Q: I have five calculations of the same ZnO crystal, all with PBE and on the same k mesh. If the crystal and the functional are the same, shouldn't the gap be the same too?

A: It would be, if each calculation solved PBE exactly. The potentials that replace the atomic cores and the functions that build up the orbitals still differ. Look at how the values group before you look at their order.

Band gaps of wurtzite ZnO from Kohn-Sham DFT with PBE in Ansatz and SIESTA, at a fixed geometry, without spin polarisation or spin-orbit coupling. Gaps are taken on a 9×9×5 k mesh, with Fermi-Dirac smearing of 0.05 eV. Under "basis", energies are plane-wave cutoffs; DZP and TZP are atomic-orbital sets, made with energy shifts of 0.01 and 0.002 Ry.

```
program                                  potentials    basis  gap (eV)  direct gap (eV)  gap less the median of the rows (eV)
 Ansatz                                  Ansatz PAW   420 eV     0.805            0.805                                -0.050
 Ansatz                      Ansatz PAW earlier set   930 eV     0.821            0.821                                -0.034
 Ansatz                                   Ansatz NC  1240 eV     0.855            0.855                                 0.000
 SIESTA  PseudoDojo 0.4 standard, converted to PSML      TZP     1.120            1.120                                 0.265
 SIESTA  PseudoDojo 0.4 standard, converted to PSML      DZP     1.132            1.132                                 0.277
```

Q: The three Ansatz rows lie close together, and so do the two SIESTA rows, but the groups are far apart.

A: Yes. The Ansatz gaps spread over 0.05 eV, while 0.265 eV separates the highest of them from the nearer SIESTA value. The last column won't tell you which group is right, because its zero is simply the Ansatz NC row, the middle one of the five. What changes between the groups is the kind of basis, plane waves in Ansatz and atom-centred orbitals in SIESTA, and with it the set of potentials.

Q: Why should the kind of basis change a gap?

A: Because the two edges of the gap are different kinds of state. The top of the valence band is mostly O 2p, with some Zn 3d mixed in, and is concentrated on the atoms. The bottom of the conduction band has strong Zn 4s character and spreads through the space between the atoms. Plane waves cover that space as well as any other, whereas atomic orbitals cover it only if their shape and reach suit the state.

Q: And if they don't suit it, which way does the gap go?

A: For a given potential, a restricted basis can only put a level too high, never too low. The level that is described worst is raised most. If that is the conduction edge, the gap opens, and the SIESTA gaps are indeed the larger ones.

Q: Is there any sign that the zinc orbitals are at fault, or is this only a plausible story?

A: There is a sign. In both SIESTA runs the Zn valence level from which the basis is made is wrong by 3.05 eV, while the oxygen level has no such error. The makers of the data also warn that SIESTA's valence orbitals are made in the semicore potential and that its basis over semicore shells is short. That warning comes from their tests on other systems, though, and neither of these runs reports it. So the evidence from the runs themselves is the level error, which makes a poor Zn 4s basis the likely main cause but doesn't prove it. The potentials change as well, and their share isn't separated. But three different sets in Ansatz keep the gap within 0.05 eV, so I wouldn't expect a change of potentials to supply most of the step.

Q: A level wrong by 3 eV, and the gap moves by only 0.3 eV?

A: The error sits in the recipe for the orbitals, not in the forces that act on the electrons in the crystal. A badly shaped orbital is still a usable building block, and the calculation mixes it with its neighbours to repair much of the damage. Only what the mixing can't repair reaches the gap.

Q: But going from DZP to TZP, from two radial functions per valence orbital to three, changes the gap by only 0.012 eV. I would have called that converged.

A: Both sets start from the same misplaced zinc level, so they can agree and share one error. Other quantities show how unfinished the smaller set was: from DZP to TZP the total energy falls by 2.5 eV per cell, and the pressure goes from −1.8 to +5.9 GPa. The orbitals of the TZP run also reach further out, so this isn't a pure test of their number.

Q: How can the energy move so much and the gap so little?

A: The total energy depends on the filled states, and the conduction edge is empty. Better functions for the filled states therefore lower the energy without necessarily improving that edge. The gap, in turn, is a difference, so whatever lowers both edges equally drops out of it. Here both edges fall by about 1 eV from DZP to TZP. Most of that is probably a common shift of the potential or its zero: if better functions had lowered all 12 O 2p electrons so far, the energy would have dropped by about 12 eV, not 2.5 eV. A steady gap tells you that the two edges moved together, not that either has arrived.

Q: Then how do I know that the plane-wave rows have arrived? One of them has a cutoff of only 420 eV.

A: You can estimate what it still lacks from its pressure. When a cell is squeezed with a fixed number of plane waves, the cutoff E_c rises as V^(−2/3), where V is the cell volume. The basis improves on the way, and this adds a false contribution to the pressure. The correction P that removes it, the Pulay correction, therefore measures how fast the energy E still falls with the cutoff:

dE/d ln E_c = −(3/2) P V

For the 420 eV row P is 0.737 GPa, and V is 4 × 11.90 = 47.6 Å³. With 1 eV/Å³ = 160.2 GPa,

(3/2) × 0.737 × 47.6 / 160.2 ≈ 0.33 eV per cell

Q: That is as large as the difference between the groups!

A: It is the fall for the whole cell if the cutoff became 2.7 times higher and the slope stayed the same. The slope normally flattens on the way, so the real fall should be smaller. To first order, a gain in total energy is the sum of the falls that the filled levels would show in a fixed potential. Shared among the 36 electrons of this row, the 0.33 eV comes to about 0.01 eV each. That is small beside the interval between the groups.

Q: Does that settle the error of the gap?

A: No, it gives a scale. An average over filled levels doesn't give the shift of one empty level, and the relation can't predict the gap in SIESTA. The table does suggest that little is missing: the 930 eV row, whose Pulay correction is over a hundred times smaller, has a gap only 0.016 eV larger, though its potentials differ too.

Q: So what should I make of the order within Ansatz?

A: Very little. Potential, cutoff and number of electrons treated explicitly change together there. The two rows that both treat 52 electrons differ by 0.034 eV, more than the 0.016 eV between the row with 36 electrons and the nearer of them. I would take 0.05 eV as the scatter among these three set-ups and give the order no single cause.

Q: At least SIESTA comes closer to the real gap of ZnO.

A: It comes closer for the wrong reason. The measured gap is roughly 3.4 eV, so the Ansatz mean of 0.83 eV is about 2.6 eV too small. Spin-orbit coupling and lattice vibrations are left out, but they are far too weak to explain that; the shortfall belongs mainly to PBE. All five gaps would make a ZnO window layer absorb visible light, so none of them should enter an optical design.

Q: Which calculation would show whether the zinc basis is to blame?

A: A plane-wave run with the same PseudoDojo potentials. If the atomic basis is the cause, the gap should drop to the neighbourhood of the Ansatz values; if it stays near 1.1 eV, the potentials are. To single out zinc, repeat the SIESTA run with zinc orbitals made from the right level and leave the oxygen basis as it is. The same reasoning carries over to other oxides: ask first which orbitals form the empty edge. In TiO₂ that edge is made of compact Ti 3d orbitals, so a fault in the metal 4s functions should matter much less there.
